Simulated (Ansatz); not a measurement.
Ligand exchange: SnH2(CH3)2 + InCl3 → SnH2(CH3)Cl + In(CH3)Cl2

Species: SnH2(CH3)2, singlet; InCl3 `[Cl][In]([Cl])[Cl]`, singlet; SnH2(CH3)Cl, singlet; In(CH3)Cl2, singlet. The partners trade CH3 for Cl: Sn–CH3 and In–Cl bonds give way to Sn–Cl and In–CH3.

Shapes, held fixed at every level: PBE0-D4/def2-TZVP. Programs: Ansatz 0.2.0. Electronic energies: no zero-point or thermal term.

```csv
level,kind,ΔE (kJ/mol),less CCSD(T)/def2-TZVPP
HF/def2-SVP,Hartree–Fock,-8.7,+0.3
r2SCAN-D4/def2-TZVPP,meta-GGA,-15.1,-6.1
PBE0-D4/def2-TZVPP,global hybrid,-13.7,-4.7
r2SCAN0-D4/def2-TZVPP,global hybrid,-13.7,-4.7
B2PLYP/def2-TZVPP,double hybrid,-13.9,-4.9
MP2/def2-TZVPP,perturbation theory,-11.7,-2.7
CCSD/def2-TZVPP,coupled cluster or CI,-9.4,-0.4
CCSD(T)/def2-TZVPP,coupled cluster or CI,-9.0,0.0
```

The highest level, CCSD(T)/def2-TZVPP, gives ΔE = -9.0 kJ/mol; the levels span -15.1 to -8.7. The column of differences is taken from that level and isn't an error. No measured value is set beside it here. For atoms past krypton def2 sets carry core potentials with scalar relativity. Outer-core shells of In, Sn are correlated in most correlated rows, in sets that cover them unevenly.

Every level makes the transfer of methyl from tin to indium mildly exothermic, so the direction is secure within this set, though its size is less so: the density functionals all give a larger release than CCSD(T), at -9.0 kJ/mol. CCSD lies close to that value, so the triples matter little here. The near agreement of Hartree–Fock probably owes something to cancellation between missing correlation and a small basis.

The small energy fits an exchange that keeps the number of metal–carbon and metal–chlorine bonds unchanged. Electronegativity alone would tend to leave chlorine on the more electropositive indium. The likely counterweight is that three chlorides compete for charge from one indium centre, whereas the tin centre bears none and can form a strongly polar first Sn–Cl bond. The result agrees with the familiar use of organotins as alkyl donors to group 13 halides. It does not settle the balance in condensed phases, where chloride bridging between indium centres would stabilise reactant and product to different extents.
